# BP below its absorption edge: following the dielectric function into the infrared

In this calculation BP starts to absorb light directly a little above 3 eV and absorbs most strongly between 5 and 6 eV. Below the start it is transparent, yet the real part of its dielectric function still grows by half between 0.5 and 3.1 eV. Does that part go on falling below 0.5 eV, level off, or turn?

Dielectric function of zincblende BP (a = 4.617 Å) for independent particles, without local fields or excitons; the yy and zz components equal xx. Computed with Ansatz 0.2.0 (LDA, plane-wave PAW, scalar-relativistic, not spin-polarised) at a cutoff of 420 eV, with k meshes of 10×10×10 for the ground state and 16×16×16 for the optics, and a Gaussian broadening of 0.1 eV.

| photon energy (eV) | dielectric imaginary xx | dielectric real xx |
| --- | --- | --- |
| 0.1 | ? | ? |
| 0.3 | ? | ? |
| 0.5 | 0 | 9.77 |
| 0.7 | 0 | 9.84 |
| 0.9 | 0 | 9.93 |
| 1.1 | 0 | 10.1 |
| 1.3 | 0 | 10.2 |
| 1.5 | 0 | 10.4 |
| 1.7 | 0 | 10.6 |
| 1.9 | 0 | 10.9 |
| 2.1 | 0 | 11.2 |
| 2.3 | 0 | 11.6 |
| 2.5 | 0 | 12.1 |
| 2.7 | 0 | 12.7 |
| 2.9 | 0 | 13.4 |
| 3.1 | 0 | 14.6 |
| 3.3 | 0.84 | 16.8 |
| 3.5 | 3.16 | 17.3 |
| 3.7 | 4.34 | 17.3 |
| 3.9 | 5.33 | 17.6 |
| 4.1 | 6.38 | 18.1 |
| 4.3 | 7.59 | 18.7 |
| 4.5 | 9.05 | 19.4 |
| 4.7 | 10.9 | 20.4 |
| 4.9 | 13.2 | 21.7 |
| 5.1 | 17.1 | 23.6 |
| 5.3 | 23.3 | 26.2 |
| 5.5 | 41.9 | 23.2 |
| 5.7 | 45.3 | -6.82 |
| 5.9 | 26.0 | -11.9 |
| 6.1 | 19.7 | -8.94 |
| 6.3 | 18.5 | -7.68 |
| 6.5 | 15.8 | -9.15 |
| 6.7 | 13.2 | -8.66 |
| 6.9 | 11.4 | -8.08 |
| 7.1 | 10.1 | -7.51 |
| 7.3 | 9.13 | -6.99 |
| 7.5 | 8.48 | -6.62 |
| 7.7 | 7.68 | -6.62 |
| 7.9 | 7.01 | -6.19 |

The column dielectric imaginary xx measures absorption. The column dielectric real xx measures how strongly the electrons polarise in step with the light. Where nothing is absorbed, the square root of the real part is the refractive index, which here rises from about 3.1 at 0.5 eV to 3.8 at 3.1 eV. This matters when the thickness of a film is found from interference: the infrared index, used at 3.1 eV, would make the film seem more than a fifth too thick.

## Why a transparent crystal still disperses light

An electronic transition responds to light even when the photon energy is too low to excite it. The electrons are pushed to and fro without taking up energy, and they move further as the photon energy comes closer to that of the transition. The real part adds up this response over all transitions, so it rises towards the absorption edge.

The Kramers–Kronig relation puts this into a formula. With E the photon energy and x the energy of a transition, absorption at x adds to the real part in proportion to

x / (x² − E²) = 1/x + E²/x³ + E⁴/x⁵ + …

Only even powers of E appear. Far below all transitions the first two terms suffice, and the real part becomes a constant plus a coefficient times E². Such a curve flattens as the photon energy goes to zero.

The powers of x show which transitions matter. The constant weights absorption by 1/x, the coefficient of E² by 1/x³, so the slope depends more on the low-energy side. Of the part of that coefficient that stems from the tabulated absorption, about 43 % comes from 3.3–5.1 eV and 37 % from the much higher peak at 5.3–5.9 eV. A semiconductor of the same structure that absorbs at lower energies, such as GaAs, should therefore have a clearly larger slope. Its valence electrons are also spread more thinly, which weakens both terms, so the constant should differ much less than the slope.

A metal would behave quite differently. Its free electrons have no threshold to overcome, and they drive the real part to large negative values as the photon energy falls.

## The forecast

The square law was fitted to the rows at 0.5, 0.7 and 0.9 eV. The higher rows of the transparent range were left out because the E⁴ and later terms grow there, and because their real parts are printed with one decimal only. The fit gives

real part = 9.699 + 0.2855 E², with E in eV.

At 0.1 eV, which was not part of the fit, E² is 0.01. The second term is then only 0.003, and the sum is 9.702. The same step at 0.3 eV adds about 0.026 to the constant.

The forecasts are:

- at 0.1 eV, a real part of 9.70 ± 0.02
- at 0.3 eV, a real part of 9.72 ± 0.02
- at both energies, an imaginary part of 0, because no direct transition lies that low

Rounding of the three fitted entries could shift the lower forecast by about 0.01, and the rest of the error bar is margin. The bar is narrow enough to separate two pictures. A straight line through the rows at 0.5 and 0.7 eV would reach 9.63 at 0.1 eV, well outside it.

The withheld rows as computed:

| photon energy (eV) | dielectric imaginary xx | dielectric real xx |
| --- | --- | --- |
| 0.1 | 0 | 9.70 |
| 0.3 | 0 | 9.72 |

## What the computed values say

All four forecasts hold. The real parts are 9.70 and 9.72, and both imaginary parts are 0. What is left of the misses is no larger than the rounding of the table and needs no explanation. The curve levels off as the even powers require, and the straight line is ruled out.

The levelling belongs to the electrons alone, since the ions are held fixed in this calculation. In a real BP crystal the lattice vibrations lie near 0.1 eV (a rough, recalled value) and add structure of their own there. The computed constant is thus the electronic part of the response.

## Where the square law gives out

The law stays within 2 % of the computed real part up to 1.9 eV and then falls behind. At 3.1 eV it gives 12.4, while the calculation gives 14.6. The photon energy is now so close to the first transitions that x² − E² becomes small for them, and the higher powers of E can no longer be dropped.

The full Kramers–Kronig sum keeps those powers. Taken over the tabulated absorption and tied to the computed real part at 0.5 eV, it gives 14.5 at 3.1 eV. The agreement is a matter of consistency, because the relation between the two parts is built into such a calculation. The sum is also approximate, because the energy step of the table is coarse and absorption above 7.9 eV is missing from it. Its form still suggests why the rise steepens: absorption just above the edge, weak as it is, gains the most weight as the photon energy approaches it.

## What to do with it

For a transparent film, describe the real part by a constant plus an E² term well below the edge and well above the lattice vibrations. Closer to the edge, add an E⁴ term or use an oscillator formula with x² − E² in the denominator. A formula with a term linear in E may look harmless over a short range, but it goes astray when extended into the infrared.

Take the form of the curve from this calculation and the constants from a measurement on the film. LDA places the transitions too low, which tends to make both the constant and the slope too large. The cell is also nearly 2 % longer than the measured one (again roughly recalled), and both the attraction between electron and hole and the local fields are left out. These errors can partly cancel, so a good match with one measured index would not vouch for the rest of the curve.

The edge needs similar care. The table shows the start of direct transitions, whereas the smallest gap of BP is indirect and lies much lower, at 1.25 eV in this calculation. With the help of lattice vibrations a real crystal absorbs weakly between the two. A thin film may still pass for transparent there, but a thick plate may not.

The printed output below gives the fit and the Kramers–Kronig sums in full.

Output of the analysis:

```
fit of re on 3 rows (pe < 1): constant 9.699 +/- 0.0017, coefficient of pe**2 0.2855 +/- 0.0029; rms 0.000671, worst 0.7 -0.000946, leave-one-out rms 0.00254
  rows outside the fit (model, value, miss): 0.1 9.702, 9.7, 0.00203; 0.3 9.725, 9.72, 0.00486; 1.1 10.04, 10.1, -0.0554; 1.3 10.18, 10.2, -0.0184; 1.5 10.34, 10.4, -0.0585; 1.7 10.52, 10.6, -0.0758; 1.9 10.73, 10.9, -0.17; 2.1 10.96, 11.2, -0.242; 2.3 11.21, 11.6, -0.391; 2.5 11.48, 12.1, -0.617; 2.7 11.78, 12.7, -0.92; 2.9 12.1, 13.4, -1.3; 3.1 12.44, 14.6, -2.16; 3.3 12.81, 16.8, -3.99; 3.5 13.2, 17.3, -4.1; 3.7 13.61, 17.3, -3.69; 3.9 14.04, 17.6, -3.56; 4.1 14.5, 18.1, -3.6; 4.3 14.98, 18.7, -3.72; 4.5 15.48, 19.4, -3.92; 4.7 16.01, 20.4, -4.39; 4.9 16.55, 21.7, -5.15; 5.1 17.12, 23.6, -6.48; 5.3 17.72, 26.2, -8.48; 5.5 18.33, 23.2, -4.87; 5.7 18.97, -6.82, 25.8; 5.9 19.64, -11.9, 31.5; 6.1 20.32, -8.94, 29.3; 6.3 21.03, -7.68, 28.7; 6.5 21.76, -9.15, 30.9; 6.7 22.51, -8.66, 31.2; 6.9 23.29, -8.08, 31.4; 7.1 24.09, -7.51, 31.6; 7.3 24.91, -6.99, 31.9; 7.5 25.76, -6.62, 32.4; 7.7 26.62, -6.62, 33.2; 7.9 27.52, -6.19, 33.7
forecast of real part at 0.1 eV (error bar 0.02): 9.702
forecast of real part at 0.3 eV (error bar 0.02): 9.725
largest shift of the 0.1 eV forecast by rounding of the fitted entries: 0.01108
Kramers-Kronig sum, real part at 0.1 eV: 9.706
Kramers-Kronig sum, real part at 0.3 eV: 9.727
Kramers-Kronig sum, real part at 2.5 eV: 11.98
Kramers-Kronig sum, real part at 3.1 eV: 14.47
square law, real part at 2.5 eV: 11.48
square law, real part at 3.1 eV: 12.44
straight line through 0.5 and 0.7 eV, real part at 0.1 eV: 9.63
coefficient of E squared from the tabulated absorption, per eV squared: 0.2655
share of that coefficient from 3.3 to 5.1 eV, percent: 43.45
share of that coefficient from 5.3 to 5.9 eV, percent: 37.38
part of the static real part from tabulated absorption: 7.598
static real part less 1, from the square law: 8.699
computed real part at 0.1 eV: 9.7
computed real part at 0.3 eV: 9.72
computed imaginary part at 0.1 eV (forecast 0): 0
computed imaginary part at 0.3 eV (forecast 0): 0
```
